A ruthenium film lies with its hexagonal atomic layers flat on a substrate. The substrate stretches or squeezes the film in the plane, while the thickness is free to adjust. The table treats the same situation in a perfect bulk crystal, computed with the PBEsol functional. The strain is imposed equally along both in-plane directions, and the cell length c, normal to the layers, relaxes until no stress is left along it.

Hcp ruthenium under equal strain along both in-plane directions, with c and the atoms relaxed except at zero strain. Ansatz 0.2.0, plane-wave PAW, scalar-relativistic PBEsol, no spin polarisation, cutoff 420 eV, k mesh 24×24×12, Gaussian smearing of 0.1 eV. Changes are relative to the cell with a = 2.689 Å and c = 4.252 Å; stress is positive in compression.

```tsv
strain (%)	energy change (meV/atom)	volume change (%)	c over a	stress xx (GPa)	stress zz (GPa)
-3	62.6	-4.37	1.6565	26.36	0.00
-2	27.6	-2.95	1.6302	16.79	0.00
-1	7.2	-1.53	1.6044	8.26	0.00
0	0.0	0.00	1.5810	0.41	-0.64
1	4.8	1.36	1.5553	-6.27	0.00
2	20.3	2.81	1.5316	-12.32	0.00
3	45.5	4.27	1.5085	-17.68	0.00
```

Stress xx is the in-plane stress and stress zz the one along c, both positive in compression. The length a is the distance between neighbours within a layer. Row 0 is the exception in the table: its c was not relaxed, so it keeps a small stress zz.

**(a) How much does c change for each 1 % of in-plane strain, and what does this do to the volume?**

*Solution.* Each atom has six neighbours in its own layer and three in each of the layers above and below. Suppose that the bonds act like springs between nearest neighbours. Only the slanted bonds between layers can then push or pull along c. If no stress is left in that direction, these bonds must sit at their rest length, whatever happens in the plane.

That condition fixes c by geometry. The squared length of a slanted bond is a²/3 + c²/4, and keeping it constant gives

relative change of c = −(4/3)·(a/c)² × relative change of a.

With c/a = 1.58 the factor is −0.53, so c should shrink by about 0.53 % when the layer is stretched by 1 %. The atoms of a layer move apart, the hollows between them widen, and the next layer sinks in.

The table supports this picture. Between the rows −1 and +1, c shrinks by 0.55 % for each 1 % of strain. From −3 to +3 % the in-plane bond grows from 2.61 to 2.77 Å, while the slanted bond stays at 2.63 Å. One matching ratio doesn't prove that springs hold the metal together. In beryllium c is known to respond far less than this geometry says, and in zinc far more. For another hcp metal the safer guide is therefore the ratio of elastic constants 2·C13/C33. C13 couples in-plane strain to stress along c, and C33 is the stiffness along c. Rough recalled constants of ruthenium also give 0.55.

The volume follows at once. Two directions gain 1 % each and the third loses 0.55 %, which leaves a growth of about 1.45 %. Sinking layers therefore make up for only about a quarter of the added area. The ratio c/a falls by about 1.55 % of its value, but most of that is simply the imposed change of a.

**(b) Estimate the in-plane stress and the energy at −2 % and +3 %, using only the stresses of the three inner rows, the contraction of c from (a) and the volume of an atom.**

*Solution.* Let ε be the strain in per cent. The stresses at −1 and +1 % differ by 14.53 GPa, so the stiffness is half of this, 7.27 GPa for each 1 %. Letting c relax lowers it only modestly: in the spring picture, the slanted bonds would stretch only about a third as much as those in the plane if c were fixed, so relieving them saves little.

Two corrections make the rule accurate. The starting cell is slightly too small in the plane: with c relaxed, its in-plane stress would be about 0.59 GPa, by elastic theory, instead of the tabulated 0.41 GPa. The second correction is curvature. The two stresses at ±1 % average 1.00 GPa, which is 0.41 GPa more than the corrected starting stress of 0.59 GPa. This surplus is the part that grows as ε²; that it equals the tabulated stress of row 0 is chance.

stress = 0.59 − 7.27 ε + 0.41 ε² (GPa)

The curvature reflects how atoms repel and attract. Squeezed atoms meet a repulsion that rises steeply as their electron clouds overlap, whereas the pull between separating atoms weakens. The table shows the result: the last 1 % of compression adds 9.57 GPa, the last 1 % of stretching only 5.36 GPa.

The energy is the work done against this stress along two directions. For the main term, that is the volume of an atom times the stiffness times the squared strain, or 6.04 meV per atom at 1 %. Integrating the other terms in the same way, at fixed volume, gives

energy = −0.98 ε + 6.04 ε² − 0.23 ε³ (meV per atom).

At −2 % the stress is 0.59 + 14.54 + 1.64 ≈ 16.8 GPa, and the energy is 1.96 + 24.16 + 1.84 ≈ 28 meV. The table has 16.79 GPa and 27.6 meV.

At +3 % the stress is 0.59 − 21.81 + 3.69 ≈ −17.5 GPa, and the energy is −2.94 + 54.36 − 6.21 ≈ 45 meV. The table has −17.68 GPa and 45.5 meV. Neither row helped to set the constants.

**(c) How good is the rule over the whole table, which terms may be dropped, and where does it end?**

*Solution.* The energies of all strained rows come out within 1.3 % of the tabulated values. The stresses of the four outer rows are met within about 0.3 GPa, with the largest miss at −3 %. The outer rows are the real test, because there the rule is carried from 1 % out to 3 %. Energy and stress belong to the same calculation, so their agreement shows that it is consistent, not that nature behaves this way. The printed output after the text lists the terms and misses row by row.

For a quick estimate, 6 meV times ε² is enough if an error of 12 to 26 % of the energy is acceptable. This short form misses the difference between squeezing and stretching, which has two origins. At 1 % it comes mainly from the starting cell, whose true minimum lies near +0.1 %. At 3 % most of it is the real difference between repulsion and attraction.

For a ruthenium interconnect or contact film with c normal to the surface, the stiffness is the useful number. A mismatch of only 0.1 % in the plane, for instance from cooling, already means about 0.7 GPa of stress. Rough recalled elastic constants give a stiffness about 10 % lower than the table. Part of this gap is expected: PBEsol tends to make metals like ruthenium slightly too compact and too stiff, and a real crystal softens a little on warming from the zero temperature of the calculation. The data can't separate these causes from errors of the recalled constants or of the PAW datasets, which were made for PBE. A real film can also shed stress by slip and at grain boundaries, which this crystal doesn't have.

The rule should be used only for strains of up to 3 % either way, the range of the table. Its stress curve would turn back near 9 % stretching, but that is a property of the parabola and no estimate of strength. The calculation also kept the hcp symmetry throughout, so it would not have shown the lattice giving way to another structure.

The analysis program printed:

```
contraction of c per 1 % in-plane strain, from rows -1 and +1 (%): 0.5535
the same from rough recalled elastic constants (%): 0.5484
biaxial modulus M from rows -1 and +1 (GPa per 1 %): 7.265
biaxial modulus from rough recalled elastic constants (GPa per 1 %): 6.568
recalled modulus against that of the table (%): -9.597
correction of stress xx in row 0 for its unrelaxed c (GPa): 0.1771
starting stress s0 after the correction (GPa): 0.5871
curvature k of the stress (GPa per %^2): 0.4079
energy coefficient of the linear term (meV/atom per %): -0.9762
energy coefficient of the square term (meV/atom per %^2): 6.04
energy coefficient of the cubic term (meV/atom per %^3): -0.2261
strain at which the in-plane stress vanishes, about s0/M (%): 0.08082
largest stress miss in the four outer rows (GPa): 0.3071
largest energy miss of the full rule (meV/atom): 0.7914
largest energy miss of the full rule in strained rows (%): 1.264
strain where the stress parabola would turn, far outside the rows (%): 8.906
stress change for 0.1 % in-plane strain (GPa): 0.7265
Energy by hand in meV/atom:
  row  linear term  square term  cubic term  full rule  miss of full rule  miss of square term alone in %  square term with recalled constants
   -3        2.929        54.36       6.104      63.39             0.7914                          -13.16                                49.14
   -2        1.952        24.16       1.808      27.92             0.3205                          -12.47                                21.84
   -1       0.9762         6.04      0.2261      7.242             0.0422                          -16.11                                 5.46
    0            0            0           0          0                  0                               0                                    0
    1      -0.9762         6.04     -0.2261      4.838            0.03759                           25.83                                 5.46
    2       -1.952        24.16      -1.808       20.4            0.09862                           19.01                                21.84
    3       -2.929        54.36      -6.104      45.33            -0.1733                           19.47                                49.14
Stress and shape by hand:
  row  stress xx rule GPa  stress miss GPa  volume rule %  volume miss in % points  c/a rule   c/a miss
   -3               26.05          -0.3071         -4.348                  0.02248     1.657  0.0004634
   -2               16.75          -0.0414         -2.897                  0.05324     1.631  0.0009255
   -1                8.26                0         -1.447                  0.08253     1.606    0.00141
    0              0.5871           0.1771              0                        0     1.581          0
    1               -6.27                0          1.445                  0.08533     1.557   0.001382
    2              -12.31           0.0086          2.888                  0.07819     1.533    0.00124
    3              -17.54           0.1429          4.328                  0.05824     1.509  0.0009617
```
